# Anisotropy crossover and bicritical phase boundaries: SrTiO$_3$ under [100] stress

Near $T_0\approx105$ K the oxygen octahedra of cubic SrTiO$_3$ begin to rotate in alternating senses from cell to cell (a zone-corner, R-point mode), and the crystal becomes tetragonal. The rotation axis can be any cube axis, so the order parameter $\mathbf q=(q_1,q_2,q_3)$ has $n=3$ components, each measured as an oxygen displacement. It plays the role of the sublattice spin of an antiferromagnet. A uniaxial stress makes one axis inequivalent, as spin anisotropy does in a magnet. We derive how the transition temperature responds. Landau theory gives two straight lines. Fluctuations turn them into a cusp governed by one exponent $\phi$. Aharony and Bruce applied this picture to perovskites in 1974.

## 1. Premises

**Stress coupling.** Let $\sigma$ be the stress along [100], positive for tension. After minimising over homogeneous strain, cubic symmetry allows the Gibbs energy density

$$G=a_T(T-T_L)\,q^2-\sigma\left[R_{11}q_1^2+R_{12}(q_2^2+q_3^2)\right]+B_{11}\sum_i q_i^4+B_{12}\sum_{i<j}q_i^2q_j^2 ,\tag{1}$$

where $T_L$ is the Landau transition temperature. The $R_{ij}$ give the spontaneous strain, since $e_1=-\partial G/\partial\sigma$. With $\bar R=(R_{11}+2R_{12})/3$ and $D=R_{11}-R_{12}$ the bracket splits into

$$\bar R\,q^2+D\left[\tfrac23q_1^2-\tfrac13(q_2^2+q_3^2)\right].$$

The first part acts like hydrostatic pressure and shifts the temperature. The second part is traceless: its coefficients sum to zero. In SrTiO$_3$ the cell lengthens along the rotation axis, so $D>0$. Tension favours $q_1$ alone, and compression favours the pair $(q_2,q_3)$.

**Coarse-grained model.** Keep Fourier modes $|\mathbf k|<\Lambda$ around the R point, measure length in $1/\Lambda$, divide by $k_BT$, and scale $\mathbf q$ into a field $\mathbf Q$ with unit stiffness. In $d=4-\epsilon$ dimensions

$$\mathcal H=\int d^dx\left[\tfrac12\sum_i(\nabla Q_i)^2+V\right],\qquad V=\tfrac12\sum_i r_iQ_i^2+u\,(Q^2)^2+v\sum_iQ_i^4 .\tag{2}$$

For generality let $m$ components be "parallel" and $n-m$ "perpendicular":

$$r_\parallel=r-a\,g,\qquad r_\perp=r+b\,g,\qquad a=\frac{n-m}{n},\quad b=\frac mn .\tag{3}$$

Then $r_\perp-r_\parallel=g$ and $\sum_ir_i=nr$. Our crystal has $n=3$, $m=1$, $a=2/3$, $b=1/3$. One common factor converts the quadratic coefficients of (1) into the $r_i$. Written as a temperature $T^*$, it gives

$$r=\frac{T-T_L-\kappa\sigma}{T^*},\qquad g=\frac{\Gamma\sigma}{T^*},\qquad \kappa=\frac{\bar R}{a_T},\qquad\Gamma=\frac{D}{a_T}.\tag{4}$$

The premises are: (i) classical fluctuations with short-range forces; (ii) an isotropic gradient term; (iii) no fluctuating inhomogeneous strain; (iv) $|v|\ll u$, with $v<0$ because the crystal orders along a cube axis; (v) expansion to first order in $\epsilon$, with $\epsilon=1$ set at the end. Section 6 returns to each.

## 2. Momentum-shell recursion

**Step 1: split the field.** Write $\mathbf Q=\mathbf Q^<+\mathbf Q^>$, where $\mathbf Q^>$ holds the modes in the shell $e^{-dl}<k<1$. Treat $\mathbf Q^<$ as locally uniform. This discards only a correction to the gradient term, which starts at order $u^2$ and will prove to be $O(\epsilon^2)$.

**Step 2: integrate the shell.** To first order in $dl$ only terms quadratic in $\mathbf Q^>$ matter, because each extra closed loop costs another factor $dl$. The Gaussian integral gives

$$\delta V=\tfrac12K\,dl\;\mathrm{tr}\ln\left[(1+r_i)\delta_{ij}+W_{ij}\right],\qquad W_{ij}=4uQ^2\delta_{ij}+8uQ_iQ_j+12vQ_i^2\delta_{ij}.$$

Here $W$ is the matrix of second derivatives of the quartic part of $V$, and $K\,dl$ is the shell volume divided by $(2\pi)^d$. In $d=4$, $K=2\pi^2/(2\pi)^4=1/8\pi^2$.

**Step 3: expand in $W$.** The first-order term is $\tfrac12K\,dl\sum_iW_{ii}/(1+r_i)$. Collecting the coefficient of $\tfrac12Q_j^2$ gives the change of $r_j$. The second-order term is $-\tfrac14K\,dl\,\mathrm{tr}W^2$ when the $r_i$ are neglected against 1, with

$$\tfrac14\mathrm{tr}W^2=\left[4(n+8)u^2+24uv\right](Q^2)^2+\left[48uv+36v^2\right]\sum_iQ_i^4 .$$

The third-order term generates a $Q^6$ coupling of order $u^3$, which decays under rescaling and affects only higher orders in $\epsilon$.

**Step 4: rescale.** Restore the cutoff by $x\to xe^{-dl}$, and keep unit stiffness by $Q\to Qe^{(d-2)dl/2}$. Then $r_i$ gains $2r_i\,dl$, and $u,v$ gain $\epsilon u\,dl$, $\epsilon v\,dl$. The recursion relations are

$$\frac{dr_j}{dl}=2r_j+4Ku\sum_i\frac1{1+r_i}+\frac{4K(2u+3v)}{1+r_j},\tag{5}$$

$$\frac{du}{dl}=\epsilon u-4K\left[(n+8)u^2+6uv\right],\qquad\frac{dv}{dl}=\epsilon v-4K\left[12uv+9v^2\right].\tag{6}$$

The two $u$ terms in (5) differ in kind. The sum over $i$ is a closed loop that can carry any component. The last term has the external index $j$ running through the loop.

**Step 5: fixed point.** With $v=0$ and $g=0$ the model has O($n$) symmetry, and (5) and (6) vanish at the Wilson–Fisher point

$$c\equiv4Ku^*=\frac{\epsilon}{n+8},\qquad r^*=-\tfrac12(n+2)\,c+O(\epsilon^2).$$

Both are $O(\epsilon)$, which justifies the truncations above.

## 3. The crossover exponent

Put $r_j=r^*+\delta r_j$ and $u=u^*$ in (5). Since $\partial(1+r)^{-1}/\partial r=-1+O(\epsilon)$,

$$\frac{d\,\delta r_j}{dl}=(2-2c)\,\delta r_j-c\sum_i\delta r_i .\tag{7}$$

Unequal $r_i$ also generate anisotropic quartic terms of order $u^2g$. These feed back into (7) at order $\epsilon^2$ and are dropped.

Equation (7) has two kinds of eigenvector. The uniform one, $\delta r_j=t$, has $\sum_i\delta r_i=nt$. The traceless ones have $\sum_i\delta r_i=0$, so the closed loop cancels. The growth rates are

$$y_t=2-\frac{n+2}{n+8}\,\epsilon=\frac1\nu,\qquad y_g=2-\frac{2}{n+8}\,\epsilon .\tag{8}$$

The pattern (3) is traceless for every $m$, so $y_g$ does not depend on $m$. The thermal field is $t=r-r^*=(T-T_0-\kappa\sigma)/T^*$, where $T_0=T_L+r^*T^*$ is the zero-stress transition temperature lowered by fluctuations. Symmetry forbids a term linear in $g$ in $t$, because a traceless tensor has no scalar part.

Under the flow $t\to te^{y_tl}$ and $g\to ge^{y_gl}$, so the combination $g/t^{y_g/y_t}$ is invariant. This defines the crossover exponent. Expanding the ratio,

$$\boxed{\phi=y_g\nu=1+\frac{\epsilon}{2}\,\frac{(n+2)-2}{n+8}=1+\frac{n\,\epsilon}{2(n+8)}+O(\epsilon^2)}\tag{9}$$

It exceeds 1 for every $n>0$. The reason is visible in (7): fluctuations screen a temperature change through $n+2$ channels and an anisotropy through only 2. For $n=3$, $\epsilon=1$: $y_t=17/11$, $y_g=20/11$, $\phi=25/22=1.136$.

## 4. Scaling form of the susceptibility

Let $h$ be the field conjugate to one component $Q_j$. For SrTiO$_3$ it is a staggered field, and $\chi_j$ is seen as the energy-integrated critical scattering at the R point. The partition function is unchanged by the flow, so the singular free-energy density obeys

$$f(t,g,h)=e^{-dl}f\left(te^{y_tl},ge^{y_gl},he^{y_hl}\right),$$

where $dl$ in the exponent means $d$ times $l$. The term $h\int d^dx\,Q$ involves only $k=0$ and is merely rescaled, so $y_h=(d+2)/2$ up to $O(\epsilon^2)$. Differentiate twice with respect to $h$, use $2y_h-d=2$, and stop the flow at $te^{y_tl}=1$:

$$\chi_j(t,g)=t^{-\gamma}X_j\!\left(\frac{g}{t^{\phi}}\right),\qquad\gamma=2\nu=1+\frac{(n+2)\epsilon}{2(n+8)} .\tag{10}$$

At the stopping point the correlation length is of order one unless $g$ is large, so $X_j(x)$ is smooth near $x=0$.

**Direct calculation of $X$.** First-order perturbation theory at $u=u^*$ checks (9) and supplies $X$. Summing the loop terms of (5) over all shells gives the self-energy,

$$\chi_\parallel^{-1}=r_\parallel+c\left[(m+2)J(r_\parallel)+(n-m)J(r_\perp)\right],$$

$$J(s)=\int_0^1\frac{k^3dk}{k^2+s}=\frac12+\frac s2\ln s-\frac s2\ln(1+s).$$

The integral is taken in $d=4$ because $c$ is already $O(\epsilon)$. The constants add to $(n+2)c/2=-r^*$ and turn $r$ into $t$. Inside $J$, $r$ may be replaced by $t$ at this order. The last term of $J$ is $O(s^2)$ and is dropped. With $s_\parallel=t-ag$ and $s_\perp=t+bg$,

$$\chi_\parallel^{-1}=s_\parallel+\frac c2\left[(m+2)s_\parallel\ln s_\parallel+(n-m)s_\perp\ln s_\perp\right].\tag{11}$$

Set $y=g/t$ and pull $\ln t$ out of both logarithms. Its coefficient in $\chi_\parallel^{-1}/t$ is $\tfrac c2[(n+2)-2ay]$, because $(m+2)a-(n-m)b=2a$. The form (10) requires $t^{\gamma-1}(1-ay\,t^{1-\phi})$, whose $\ln t$ coefficient is $(\gamma-1)(1-ay)+(\phi-1)ay$. The two agree for all $y$ only if $\gamma-1=(n+2)c/2$ and $\phi-1=nc/2$, which are (10) and (9). What remains is

$$X_\parallel^{-1}(x)=1-ax+\frac c2\left[(m+2)(1-ax)\ln(1-ax)+(n-m)(1+bx)\ln(1+bx)\right].\tag{12}$$

For $X_\perp^{-1}$ exchange $1-ax\leftrightarrow1+bx$ and $m\leftrightarrow n-m$.

## 5. The phase diagram

**Critical lines.** For $g>0$ the parallel components order first, at a line where $\chi_\parallel$ diverges. By (10) this must happen at a fixed value $x=x_+$, so $g=x_+t^\phi$. For $g<0$ the same holds for $\chi_\perp$ at $x=-x_-$. To find the amplitudes set $\chi_\parallel^{-1}=0$ in (11). There $s_\parallel=O(c)$, so $s_\parallel\ln s_\parallel$ drops out of the bracket and $s_\perp=g+O(c)$:

$$t_+=ag-\frac c2(n-m)\,g\ln g=ag\left[1-\frac{nc}{2}\ln g\right].$$

Scaling demands a pure power, and $1-(\phi-1)\ln g$ is the expansion of $g^{1/\phi-1}$. The other branch follows by the exchange above:

$$t_+=\frac{n-m}{n}\,g^{1/\phi}\quad(g>0),\qquad t_-=\frac mn\,|g|^{1/\phi}\quad(g<0).\tag{13}$$

Hence $x_+=a^{-\phi}$ and $x_-=b^{-\phi}$. The units of $t$ and $g$ are not universal, but they cancel in $t_+/t_-=(n-m)/m+O(\epsilon^2)$ at equal $|g|$. For $n=3$, $m=1$: $x_+=1.59$, $x_-=3.48$, and $x_-/x_+=2^\phi=2.20$.

**Behaviour on the lines.** Along the $g>0$ line the flow drives $r_\perp$ to order one and those modes freeze out. The remaining $m$ components obey (6) with $n\to m$, so $u$ flows on to the O($m$) fixed point. Thus $X_\parallel\sim(x_+-x)^{-\gamma_m}$ with $\gamma_m=1+(m+2)\epsilon/[2(m+8)]$. Formula (12) holds $u$ at its O($n$) value and does not describe this last stage. In SrTiO$_3$ the tension branch is Ising-like ($\gamma_1=1.17$), the compression branch is XY-like ($\gamma_2=1.20$), and the point where they meet has $\gamma_3=1.23$, all to first order in $\epsilon$. Inserting the divergence into (10) gives $\chi\simeq A\,(t-t_+)^{-\gamma_m}$ with $A\propto g^{(\gamma_m-\gamma)/\phi}$.

**The flop line.** For $t<0$ write $V$ in terms of $w_i=Q_i^2\ge0$. At fixed $\sum_iw_i$ the $u$ term is constant, the quadratic term is linear in $w_i$, and $v\sum w_i^2$ is concave for $v<0$. A concave function takes its minimum at a corner of the allowed region, so only one component is non-zero. Minimising $\tfrac12r_jw+(u+v)w^2$ gives $-r_j^2/[16(u+v)]$. The most negative $r_j$ wins: the [100] axis for $g>0$, and [010] or [001] for $g<0$. The energies cross at $g=0$ with different slopes in $g$, so the axis jumps by $90^\circ$ in a first-order transition. This is the analogue of the spin flop. Cubic symmetry fixes it at $\sigma=0$ exactly, with or without fluctuations. The jump of $\partial f/\partial g$ is a jump of the strain $e_1$. From $f=|t|^{d\nu}F(g/|t|^\phi)$ it vanishes as $|t|^{d\nu-\phi}$, with $d\nu-\phi=1-2\epsilon/(n+8)=0.82$ for $n=3$. Landau theory gives exponent 1.

**Tangency.** Two critical lines and one first-order line meet at $(T_0,\sigma=0)$, a bicritical point. From (4) and (13), with $\sigma^*=T^*/\Gamma$,

$$T_c(\sigma)-T_0=\kappa\sigma+T^*\left|\frac{\sigma}{\sigma^*}\right|^{1/\phi}\times\begin{cases}2/3&\text{tension}\\[2pt]1/3&\text{compression.}\end{cases}\tag{14}$$

Because $1/\phi<1$, the second term dominates as $\sigma\to0$. Both signs of stress raise $T_c$, and on both lines $|\sigma|\propto(T_c-T_0)^\phi$, so $d\sigma/dT\to0$. The two lines leave the bicritical point towards higher temperature, tangent to the temperature axis, which is the continuation of the flop line. For $\phi=1$, (14) reduces to the Landau lines $T_c-T_0=R_{11}\sigma/a_T$ and $R_{12}\sigma/a_T$, which meet at a finite angle.

## 6. Range of validity

The sizes below use approximate Landau parameters for SrTiO$_3$ as given inputs: $B_{11}\approx1.69\times10^{50}$ and $B_{12}\approx3.88\times10^{50}$ J m$^{-7}$, $R_{11}\approx8.7\times10^{18}$ and $R_{12}\approx-7.8\times10^{18}$ m$^{-2}$, $c_{11}\approx336$ GPa, $c_{12}\approx107$ GPa.

**Truncation in $\epsilon$.** The effect under study is $\phi-1=0.136$. The unexpanded ratio $y_g/y_t=20/17=1.176$ differs from (9) at order $\epsilon^2$, which already shows the slack. The second-order term, quoted here without derivation, is $n(n^2+24n+68)\epsilon^2/[4(n+8)^3]=0.084$ for $n=3$. It rivals the first-order term and brings the sum to $\phi=1.22$. The sign of $\phi-1$ and the cusp are the same at both orders. The second decimal of $\phi$ is not fixed by the present calculation.

**Window in $t$ and $g$.** Equations (10) to (14) need $|t|\ll1$, $|g|\ll1$ and $u$ close to $u^*$. In a real crystal $u$ starts elsewhere and approaches $u^*$ only inside the critical region. $T^*$ should then be read as the width of that region, and (14) as a law that joins the Landau lines at $|\sigma|\approx\sigma^*$. This matching is crude, and $T^*$ is not universal.

**Cubic anisotropy.** The quartic terms of (1) equal $\tfrac12B_{12}(q^2)^2+(B_{11}-\tfrac12B_{12})\sum q_i^4$, with coefficients $1.94$ and $-0.25$ in units of $10^{50}$ J m$^{-7}$. So $\rho=v/u=-0.13$. Linearising (6) gives $y_v=\epsilon-12c=(n-4)\epsilon/(n+8)$, which is $-1/11$ for $n=3$ and $-1/5$ for the XY branch. Between $t=1$ and $t=0.01$ the flow covers $l=\ln100/y_t=2.98$, and $v$ falls only by the factor $e^{-l/11}=0.76$. It therefore acts as a nearly constant parameter. Setting $du/dl=0$ gives $4Ku=\epsilon/(11+6\rho)$. Equation (5) then gives $y_t=2-4Ku(5+3\rho)$ and $y_g=2-4Ku(2+3\rho)$, so $\phi_{\rm eff}-1=3\epsilon/[2(11+6\rho)]=0.147$. The shift of $0.010$ is small against the $\epsilon^2$ term. The sign of $y_v$ is more delicate. Higher-order calculations in $d=3$ place the marginal $n$ slightly below 3 instead of at 4. A negative $v$ then grows very slowly, and the flow ends in a weakly first-order transition extremely close to $T_0$. The O(3) exponents describe the accessible window and need not describe the final asymptote. For $v>0$ the concavity argument fails, a mixed phase opens between two further lines, and the point is tetracritical.

**Strain fluctuations.** Clamping the spontaneous strain $e_1=R_{11}q_1^2$, $e_2=e_3=R_{12}q_1^2$ costs $\tfrac12[c_{11}(R_{11}^2+2R_{12}^2)+2c_{12}(2R_{11}R_{12}+R_{12}^2)]q_1^4=0.25\times10^{50}q_1^4$ in the same units. Inhomogeneous fluctuations are partly clamped, in a way that depends on direction. The omitted long-range quartic coupling is therefore as large as $v$, about 13% of $u$. Its effect on the exponents is not computed here.

**Other premises.** The R-point mode disperses anisotropically. Such gradient terms rescale like the isotropic one, so they neither grow nor decay at order $\epsilon$ and alter non-universal amplitudes and the effective $v$. Defects and non-uniform stress round the cusp once $T_c-T_0$ falls to the spread of local transition temperatures. The critical modes are soft, with energy far below $k_BT_0$, so classical statistics applies to them.

## 7. Numerical illustration

Add the approximate input $a_T\approx5.0\times10^{26}$ J m$^{-5}$ K$^{-1}$ and assume $T^*=10$ K for illustration. Then $\bar R=-2.3\times10^{18}$ m$^{-2}$ and $D=16.5\times10^{18}$ m$^{-2}$, so

$$\kappa=-4.6\ \text{K/GPa},\qquad\Gamma=33\ \text{K/GPa},\qquad\sigma^*=0.30\ \text{GPa}.$$

The Landau slopes are $17.4$ K/GPa in tension and $15.6$ K/GPa in compression. With $1/\phi=22/25=0.88$, (14) gives the rise $T_c-T_0$ in kelvin:

| $\lvert\sigma\rvert$ (MPa) | tension, Landau | tension, (14) | compression, Landau | compression, (14) |
|---|---|---|---|---|
| 3 | 0.052 | 0.10 | 0.047 | 0.071 |
| 10 | 0.17 | 0.29 | 0.16 | 0.21 |
| 30 | 0.52 | 0.73 | 0.47 | 0.57 |
| 100 | 1.7 | 2.1 | 1.6 | 1.7 |

At 10 MPa, $g=0.033$ and $T^*g^{1/\phi}=0.50$ K. This is the crossover width: much further than half a kelvin above $T_0$ all three rotation components fluctuate alike, and closer in the stress has selected one or two of them.

Two sensitivities set the precision. A threefold change of $T^*$ changes the singular term by $3^{1-1/\phi}=1.14$. Using $\phi=1.22$ with the same amplitudes moves the 10 MPa entries to $0.36$ K and $0.25$ K.

The linear term hides the cusp on a single branch. In compression at 10 MPa the local slope $d\ln(T_c-T_0)/d\ln|\sigma|$ is $0.91$, so a plain power-law fit would return an apparent $\phi$ of $1.10$. Adding the shifts at $+\sigma$ and $-\sigma$ cancels $\kappa\sigma$ and leaves $T^*|\sigma/\sigma^*|^{1/\phi}$. Between 10 and 100 MPa this sum grows by $10^{1/\phi}=7.6$, whatever $T^*$ is. The factor is $6.6$ for $\phi=1.22$ and 10 in Landau theory.

For the susceptibility take 10 MPa tension and $t=0.2$, that is 2 K above the shifted reference $T_0+\kappa\sigma$. Then $x=g/t^\phi=0.205$, well below $x_+$. With $c=1/11$, (12) gives $X_\parallel=1.17$ and $X_\perp=0.93$, a ratio $\chi_\parallel/\chi_\perp=1.26$. The Landau ratio $(t+bg)/(t-ag)$ is $1.19$.

For epitaxial layers, an in-plane biaxial compression $s$ equals a hydrostatic pressure $s$ plus a tension $s$ along the normal, so it selects rotation about the normal. The biaxial modulus is $c_{11}+c_{12}-2c_{12}^2/c_{11}=375$ GPa, and $\sigma^*$ corresponds to a misfit of $0.08\%$. Films with larger misfit lie outside the crossover window, and they are clamped in strain where (1) assumes fixed stress. The cusp matters for bulk crystals and substrates carrying mounting or thermal stresses of tens of MPa.